GFN1-xTB puts ethylindane, C₂H₅InH₂, 46 kJ/mol below dimethylindane, (CH₃)₂InH. CCSD(T) puts it 40 kJ/mol above. The isomer energy is that of ethylindane minus that of dimethylindane, so a positive value means that dimethylindane is the more stable. GFN2-xTB shares the wrong sign with a smaller error, while every level that uses a def2 basis gives a positive value.

Isomer energy of C₂H₇In, ethylindane minus dimethylindane, computed with Ansatz 0.2.0 and tblite 0.8.0 at the levels listed. All values are differences of single-point electronic energies at r2SCAN-D4/def2-SVP geometries, for neutral singlets; the xTB rows use an electronic temperature of 300 K.

```
       result level  result isomer energy (kJ/mol)
           GFN1-xTB                         -46.40
           GFN2-xTB                         -14.70
       HF/def2-TZVP                          30.20
    PBE-D4/def2-SVP                          24.40
   PBE-D4/def2-TZVP                          35.20
revPBE-D4/def2-TZVP                          32.00
r2SCAN-D4/def2-TZVP                          36.90
   PBE0-D4/def2-SVP                          24.40
  wB97X-V/def2-TZVP                          33.60
   B2PLYP/def2-TZVP                          39.60
  RPA-PBE/def2-TZVP                          38.10
      MP2/def2-TZVP                          45.10
     CCSD/def2-TZVP                          39.30
  CCSD(T)/def2-TZVP                          40.30
```

The reason that such a large error is possible lies in the bonds that change. In dimethylindane indium carries two carbons and one hydrogen; in ethylindane it carries one carbon and two hydrogens, and the two carbons are bonded to each other. Going from the first to the second therefore breaks one In–C and one C–H bond and makes one In–H and one C–C bond. No bond type is conserved in this step, so an error in one kind of bond need not cancel.

Write D for the energy needed to break a bond, and assume that bond energies add. The isomer energy ΔE is then what is broken less what is formed, and the terms can be regrouped by atom:

ΔE = D(In–C) + D(C–H) − D(In–H) − D(C–C)

ΔE = [D(C–H) − D(C–C)] − [D(In–H) − D(In–C)]

The first bracket is carbon's preference for hydrogen over carbon as a partner, and the second is indium's. Both atoms usually bind hydrogen more strongly than they bind carbon, but by how much depends on polarity. Pauling's rule takes a bond energy as the mean of the two like-atom bonds, such as C–C and H–H for C–H, plus a term that grows with the square of the difference in electronegativity χ. The means cancel here, because each element has as many bond ends among the broken bonds as among the new ones. What is left is, with a positive factor in front:

ΔE ∝ (χ(C) − χ(In)) × (χ(C) − χ(H))

Carbon is more electronegative than both indium and hydrogen, so both brackets are positive and dimethylindane is favoured. In words, indium gains more from polarity in a bond to carbon than in a bond to hydrogen, which reduces its preference for hydrogen. With oxygen in place of indium the first bracket turns negative, and ethanol is indeed more stable than dimethyl ether. The rule is rough and gives an expectation, not a computed cause, but the positive isomer energies agree with it.

The four bond energies also show how delicate the sign is. Rough, recalled bond energies for the four bonds sum to about 1250 kJ/mol, while the result is only some tens of kJ/mol. GFN1-xTB differs from CCSD(T) by 87 kJ/mol:

87 / 1250 ≈ 0.07

A net error worth seven per cent of the bonds traded is thus enough to turn the order round; for GFN2-xTB the figure is about four per cent. General tight-binding methods of this kind are parametrised mainly for structures, vibrations and non-covalent contacts, and covalent reaction energies are a known weak side. The results do not single out the term at fault.

One technical point could be suspected here. All energies were computed at structures relaxed with a density functional, so neither tight-binding method sits at its own minimum. For GFN1-xTB, the forces combined with a rough bond stiffness suggest that full relaxation would lower each isomer by something of the order of 10 kJ/mol. The two amounts are similar and would largely cancel in the difference, so the wrong order in GFN1-xTB is very unlikely to come from the structures. The forces in GFN2-xTB are of similar size, but its margin is smaller, so the same conclusion is likely there but less secure.

The other levels agree on the sign because most of the preference is already present without electron correlation. Hartree–Fock gives 30 kJ/mol, three quarters of the CCSD(T) value. Both molecules are ordinary closed-shell species with stable Hartree–Fock solutions, so a mean-field description of the bonds is a sound start. What remains is a correlation contribution of about 10 kJ/mol, again in favour of dimethylindane.

The spin parts of the MP2 energy hint at where this contribution comes from. Both isomers have the same number of correlated electron pairs: nine bonds and the five filled 4d orbitals of indium. Two electrons in one orbital have opposite spins, so correlation within a pair is purely opposite-spin. Between two well-separated pairs exchange is negligible, and MP2 then gives equal same-spin and opposite-spin parts. The same-spin share therefore rises towards one half when correlation between separate pairs dominates.

In the whole MP2 correlation energy of dimethylindane, the same-spin share is 27%. In the difference between the isomers it is 51%. This is what would be seen if the correlation inside the pairs mostly cancelled between the isomers and the correlation between pairs decided the difference. The share alone cannot settle it, because unequal changes in several kinds of pair could add up to the same figure.

Which pairs matter is a guess. Neighbouring bonds are one candidate; the filled 4d shell of indium, paired with the bonds near it, is another. In dimethylindane six C–H bonds start from carbons attached to the metal; in ethylindane only two C–H bonds and the C–C bond do. The 4d electrons are correlated here without the basis functions designed for outer-core shells, and the basis functions of close neighbours can lend each other some stability, so part of this contribution may be a basis effect.

If correlation between pairs decides the difference, the overshoot of MP2 has a natural explanation. MP2 treats each pair of electrons as if the others did not respond, and it tends to exaggerate correlation between pairs. Coupled cluster lets the pairs influence one another. The correlation contribution accordingly falls from 14.9 kJ/mol in MP2 to 9.1 in CCSD, and the triple excitations add back only 1.0.

A simple correction is consistent with this reading, though it does not prove it. Spin-component-scaled MP2 raises the opposite-spin part by a factor of 1.2 and cuts the same-spin part to one third. These are the standard factors, not adjusted to this table. With spin parts of 7.24 and 7.67 kJ/mol, the estimate is:

ΔE ≈ 30.2 + 1.2 × 7.24 + 7.67 / 3 ≈ 41.4 kJ/mol

This lies 1.1 kJ/mol above CCSD(T), whereas plain MP2 lies 4.8 above. The CCSD(T) value did not enter the estimate. Dropping the same-spin part altogether and multiplying the opposite-spin part by 1.3 works about as well, so this pair of isomers cannot choose between the two recipes. Both agree that the excess of MP2 can be removed by reducing its same-spin part. The printed output after this text gives both estimates beside the distance of each level from CCSD(T).

The density functionals fit the same picture in outline. In the triple-zeta basis, PBE, revPBE, r2SCAN and ωB97X-V all lie between Hartree–Fock and CCSD(T), at 32 to 37 kJ/mol. They describe short-range correlation well, but correlation between neighbouring pairs at medium range only in part, even with a dispersion term. Their exchange also differs from that of Hartree–Fock, so the remaining gap cannot be put down to correlation alone. B2PLYP and RPA, which compute part or all of their correlation from excitations into empty orbitals, come closer, at 39.6 and 38.1 kJ/mol. The steps between these levels are only a few kJ/mol, and the basis error that remains may be as large, so their exact order should not be pressed.

Basis size explains the low PBE row and probably the low PBE0 row as well. PBE rises by 10.8 kJ/mol when the split-valence basis is replaced by the triple-zeta one, about as much as the whole step from Hartree–Fock to CCSD(T). The table lists PBE0 only in the small basis, where it gives the same value as PBE. PBE0 was also run in the triple-zeta basis, where it supplied the starting orbitals for CCSD(T), but that isomer energy is not listed, so the basis effect for PBE0 is inferred here from PBE. The low place of PBE0 in the table is therefore no sign in itself that exact exchange harms the result. A small basis gives the valence electrons less freedom to adapt, and the penalty differs between the two isomers.

In practice, the first step is to write down the bonds that differ between two isomers. If the same kinds of bond appear in equal numbers on both sides, as in two conformers, much of the error in each bond cancels. If they do not, as here, tight-binding energies can serve to collect candidate structures but should not decide the order, and candidates well above the lowest should be kept for a better level. For an exchange of this pattern, the sign can be guessed by asking whether the central atom is less or more electronegative than carbon.

For the size of the gap, enlarge the basis before changing the functional: for PBE that step moved the result more than any change between the functionals listed in the triple-zeta basis. If MP2 is the highest level that can be afforded, print its two spin parts. A same-spin share near one half in the difference can be a warning of an overshoot, though one pair of isomers does not establish a rule, and a scaled value is then worth a look as well. For this pair, about 40 kJ/mol in favour of dimethylindane is a fair statement of the electronic energy at the structures found here, with an uncertainty of at least a few kJ/mol from basis and method. The structures come from short searches, so a lower conformer of either isomer may have been missed, and spin–orbit coupling is not included.

Numerical output:

```
Isomer energy and its distance from CCSD(T) in kJ/mol:
                  row  isomer_energy  minus_CCSD(T)
             GFN1-xTB          -46.4          -86.7
             GFN2-xTB          -14.7            -55
         HF/def2-TZVP           30.2          -10.1
      PBE-D4/def2-SVP           24.4          -15.9
     PBE-D4/def2-TZVP           35.2           -5.1
  revPBE-D4/def2-TZVP             32           -8.3
  r2SCAN-D4/def2-TZVP           36.9           -3.4
     PBE0-D4/def2-SVP           24.4          -15.9
    wB97X-V/def2-TZVP           33.6           -6.7
     B2PLYP/def2-TZVP           39.6           -0.7
    RPA-PBE/def2-TZVP           38.1           -2.2
        MP2/def2-TZVP           45.1            4.8
       CCSD/def2-TZVP           39.3             -1
    CCSD(T)/def2-TZVP           40.3              0
HF share of the CCSD(T) isomer energy in percent: 74.94
Correlation part in MP2 in kJ/mol: 14.9
Correlation part in CCSD in kJ/mol: 9.1
Triples part in kJ/mol: 1
Same-spin MP2 part of the isomer energy in kJ/mol: 7.666
Opposite-spin MP2 part of the isomer energy in kJ/mol: 7.239
Same-spin share of the whole MP2 correlation energy of the first isomer in percent: 26.7
Same-spin share of the MP2 correlation difference in percent: 51.43
Spin-component-scaled MP2 isomer energy in kJ/mol: 41.44
Spin-component-scaled MP2 minus CCSD(T) in kJ/mol: 1.142
Scaled opposite-spin MP2 isomer energy in kJ/mol: 39.61
Scaled opposite-spin MP2 minus CCSD(T) in kJ/mol: -0.6889
PBE change from SVP to TZVP in kJ/mol: 10.8
PBE0 minus PBE in SVP in kJ/mol: 0
GFN2 minus GFN1 in kJ/mol: 31.7
Rough sum of the four bond energies traded in kJ/mol: 1250
GFN1 and CCSD(T) disagreement as percent of that sum: 6.936
GFN2 and CCSD(T) disagreement as percent of that sum: 4.4
Order of magnitude of missing GFN1 relaxation in the first isomer in kJ/mol: 9.091
Order of magnitude of missing GFN1 relaxation in the second isomer in kJ/mol: 8.733
```
